**Telling the orbitals of Gd36+ apart by energy, QED shifts and small-component weight**

The table holds orbital energies, first-order self-energy and vacuum-polarisation shifts and small-component weights for the nine occupied orbitals of Gd36+, from Dirac-Coulomb Hartree-Fock with a radiative potential. The program fits nothing: it works out the gaps, ratios, signs and orders that identify each orbital and divides the shifts by the density over the nucleus from the same run. Two large energy steps mark the shells, vacuum polarisation falls in the order s, p1/2, p3/2, d within each shell, and the s shifts follow the density over the nucleus. One parameter-free estimate, the self-energy difference of a j pair as α/π times its fine-structure splitting, lies close for 3d (table/estimate 1.11) and is about twice too large for 2p and 3p.

Calculated values. Gd36+ (Z = 64), [Ar] 3d10, in Dirac-Coulomb Hartree-Fock averaged over the nl configuration (B-spline radial atomic code 1, basis-set limit, Fermi nucleus). Self-energy and vacuum polarisation are first-order shifts of ε from the radiative potential of the bare nucleus, positive meaning less bound; K- and L-shell self-energies are fixed to hydrogenic values.

## The fit in Python

```python
# Table: Dirac-Coulomb Hartree-Fock orbital energies, first-order self-energy and vacuum
# polarisation (radiative potential) and small-component weights of Gd36+, B-spline radial code.
# Tested: which gaps, ratios, signs and orders identify each orbital; one parameter-free
# estimate: self-energy difference of a j pair = (alpha/pi) x fine-structure splitting.
T = {
    'orbital': ['1s1/2', '2s1/2', '2p1/2', '2p3/2', '3s1/2', '3p1/2', '3p3/2', '3d3/2', '3d5/2'],
    'n': [1, 2, 2, 2, 3, 3, 3, 3, 3],
    'l': [0, 0, 1, 1, 0, 1, 1, 2, 2],
    'nl_electrons': [2, 2, 6, 6, 2, 6, 6, 10, 10],
    'e': [-1913.1, -365.2, -349.08, -323.3, -121.79, -114.88, -109.26, -97.744, -96.517],  # hartree
    'self_energy': [90.3, 12.4, 0.448, 1.35, 2.85, 0.179, 0.352, -0.0226, 0.0636],  # eV
    'vac_pol': [-14.7, -1.87, -0.12, -0.0107, -0.414, -0.0295, -0.00273, -2.03e-05, -3.91e-06],  # eV
    'small': [0.0569, 0.0126, 0.0126, 0.0117, 0.00416, 0.00409, 0.00386, 0.00371, 0.00364],
}
import numpy as np
from scipy.constants import alpha, pi, physical_constants as pc
H = pc['Hartree energy in eV'][0]
o = [str(x) for x in T['orbital']]
n = np.array(T['n'], int)
e, se, vp, sm = (np.array(T[k], float) for k in ('e', 'self_energy', 'vac_pol', 'small'))
I = {a: i for i, a in enumerate(o)}
occ = np.array([int(a[2]) + 1 for a in o])  # 2j+1 electrons
# further outputs of the same run: density over the nucleus (1/bohr^3), Breit shift (eV)
rho = {'1s1/2': 250728.7, '2s1/2': 33057.62, '3s1/2': 7345.161, '2p1/2': 1408.588, '3p1/2': 348.787}
breit = np.array([149.4186, 18.45846, 28.98701, 20.53952, 4.005881, 6.036764, 4.258008, 3.438047, 2.66148])
print("SE = self-energy, VP = vacuum polarisation; three-figure rounding: up to 0.5 % per value")
print("orbital | energy eV | n^2 x small weight | SE/|VP| | Breit/|SE|")
for i, a in enumerate(o):
    print(f"{a} | {e[i]*H:.0f} | {n[i]**2*sm[i]:.4f} | {se[i]/abs(vp[i]):.4g} | {breit[i]/abs(se[i]):.3g}")
k = np.argsort(e)
print("neighbours in energy | gap hartree | energy ratio | small-weight ratio | |VP| ratio")
er = e[k][:-1] / e[k][1:]
for a, b in zip(k[:-1], k[1:]):
    print(f"{o[a]} to {o[b]} | {e[b]-e[a]:.3f} | {e[a]/e[b]:.3f} | {sm[a]/sm[b]:.3f} | {vp[a]/vp[b]:.3g}")
print("order by SE:", " > ".join(o[i] for i in np.argsort(-se)))
print("order by |VP|:", " > ".join(o[i] for i in np.argsort(vp)))
print("negative SE in:", ", ".join(a for a in o if se[I[a]] < 0))
print("s rows | SE ratio | VP ratio | density ratio | 1/n^3 ratio")
for a, b in (('1s1/2', '2s1/2'), ('2s1/2', '3s1/2')):
    i, j = I[a], I[b]
    print(f"{a}/{b} | {se[i]/se[j]:.2f} | {vp[i]/vp[j]:.2f} | {rho[a]/rho[b]:.2f} | {(n[j]/n[i])**3:.2f}")
print("orbital | SE/density 1e-4 eV bohr^3 | |VP|/density 1e-5 eV bohr^3")
for a in rho:
    print(f"{a} | {se[I[a]]/rho[a]*1e4:.2f} | {-vp[I[a]]/rho[a]*1e5:.2f}")
for m in '23':
    s, p, q = m + 's1/2', m + 'p1/2', m + 'p3/2'
    print(f"n={m}: p1/2 over s: density {rho[p]/rho[s]:.4f}, VP {vp[I[p]]/vp[I[s]]:.4f}, "
          f"SE {se[I[p]]/se[I[s]]:.4f}; SE p3/2 over p1/2 {se[I[q]]/se[I[p]]:.2f}")
i, j = I['3s1/2'], I['3d3/2']
print(f"3s1/2 over 3d3/2: small weight {sm[i]/sm[j]:.2f}, |SE| {abs(se[i]/se[j]):.0f}, VP {vp[i]/vp[j]:.3g}")
print(f"alpha/pi = {alpha/pi:.6f}")
print("pair | splitting eV | estimate eV | SE difference eV | table/estimate | weighted mean SE eV")
pairs = (('2p1/2', '2p3/2'), ('3p1/2', '3p3/2'), ('3d3/2', '3d5/2'))
for a, b in pairs:
    i, j = I[a], I[b]
    fs = (e[j] - e[i]) * H
    est, d = alpha / pi * fs, se[j] - se[i]
    mean = (occ[i] * se[i] + occ[j] * se[j]) / (occ[i] + occ[j])
    print(f"{a[:2]} | {fs:.1f} | {est:.4f} | {d:.4f} | {d/est:.2f} | {mean:.4f}")
print(f"3d estimate shared: 3d3/2 {-0.6*est:+.4f} eV, 3d5/2 {0.4*est:+.4f} eV; "
      f"left over {se[i]+0.6*est:.4f}, {se[j]-0.4*est:.4f} eV")
print(f"electrons {occ.sum()}; summed SE {occ@se:.1f} eV, VP {occ@vp:.1f} eV; "
      f"1s share {200*se[0]/(occ@se):.0f} % and {200*vp[0]/(occ@vp):.0f} %")
edges = {x for x in range(len(k) - 1) if n[k[x]] != n[k[x + 1]]}
assert set(np.argsort(-er)[:2].tolist()) == edges
assert all(vp[a] < vp[b] < 0 for a, b in zip(k[:-1], k[1:]) if n[a] == n[b])
assert all(se[I[b]] > se[I[a]] and e[I[b]] > e[I[a]] for a, b in pairs)
assert [a for a in o if se[I[a]] < 0] == ['3d3/2']
```

Output:

```
SE = self-energy, VP = vacuum polarisation; three-figure rounding: up to 0.5 % per value
orbital | energy eV | n^2 x small weight | SE/|VP| | Breit/|SE|
1s1/2 | -52058 | 0.0569 | 6.143 | 1.65
2s1/2 | -9938 | 0.0504 | 6.631 | 1.49
2p1/2 | -9499 | 0.0504 | 3.733 | 64.7
2p3/2 | -8797 | 0.0468 | 126.2 | 15.2
3s1/2 | -3314 | 0.0374 | 6.884 | 1.41
3p1/2 | -3126 | 0.0368 | 6.068 | 33.7
3p3/2 | -2973 | 0.0347 | 128.9 | 12.1
3d3/2 | -2660 | 0.0334 | -1113 | 152
3d5/2 | -2626 | 0.0328 | 1.627e+04 | 41.8
neighbours in energy | gap hartree | energy ratio | small-weight ratio | |VP| ratio
1s1/2 to 2s1/2 | 1547.900 | 5.238 | 4.516 | 7.86
2s1/2 to 2p1/2 | 16.120 | 1.046 | 1.000 | 15.6
2p1/2 to 2p3/2 | 25.780 | 1.080 | 1.077 | 11.2
2p3/2 to 3s1/2 | 201.510 | 2.655 | 2.813 | 0.0258
3s1/2 to 3p1/2 | 6.910 | 1.060 | 1.017 | 14
3p1/2 to 3p3/2 | 5.620 | 1.051 | 1.060 | 10.8
3p3/2 to 3d3/2 | 11.516 | 1.118 | 1.040 | 134
3d3/2 to 3d5/2 | 1.227 | 1.013 | 1.019 | 5.19
order by SE: 1s1/2 > 2s1/2 > 3s1/2 > 2p3/2 > 2p1/2 > 3p3/2 > 3p1/2 > 3d5/2 > 3d3/2
order by |VP|: 1s1/2 > 2s1/2 > 3s1/2 > 2p1/2 > 3p1/2 > 2p3/2 > 3p3/2 > 3d3/2 > 3d5/2
negative SE in: 3d3/2
s rows | SE ratio | VP ratio | density ratio | 1/n^3 ratio
1s1/2/2s1/2 | 7.28 | 7.86 | 7.58 | 8.00
2s1/2/3s1/2 | 4.35 | 4.52 | 4.50 | 3.38
orbital | SE/density 1e-4 eV bohr^3 | |VP|/density 1e-5 eV bohr^3
1s1/2 | 3.60 | 5.86
2s1/2 | 3.75 | 5.66
3s1/2 | 3.88 | 5.64
2p1/2 | 3.18 | 8.52
3p1/2 | 5.13 | 8.46
n=2: p1/2 over s: density 0.0426, VP 0.0642, SE 0.0361; SE p3/2 over p1/2 3.01
n=3: p1/2 over s: density 0.0475, VP 0.0713, SE 0.0628; SE p3/2 over p1/2 1.97
3s1/2 over 3d3/2: small weight 1.12, |SE| 126, VP 2.04e+04
alpha/pi = 0.002323
pair | splitting eV | estimate eV | SE difference eV | table/estimate | weighted mean SE eV
2p | 701.5 | 1.6295 | 0.9020 | 0.55 | 1.0493
3p | 152.9 | 0.3552 | 0.1730 | 0.49 | 0.2943
3d | 33.4 | 0.0776 | 0.0862 | 1.11 | 0.0291
3d estimate shared: 3d3/2 -0.0465 eV, 3d5/2 +0.0310 eV; left over 0.0239, 0.0326 eV
electrons 28; summed SE 219.5 eV, VP -34.3 eV; 1s share 82 % and 86 %
```
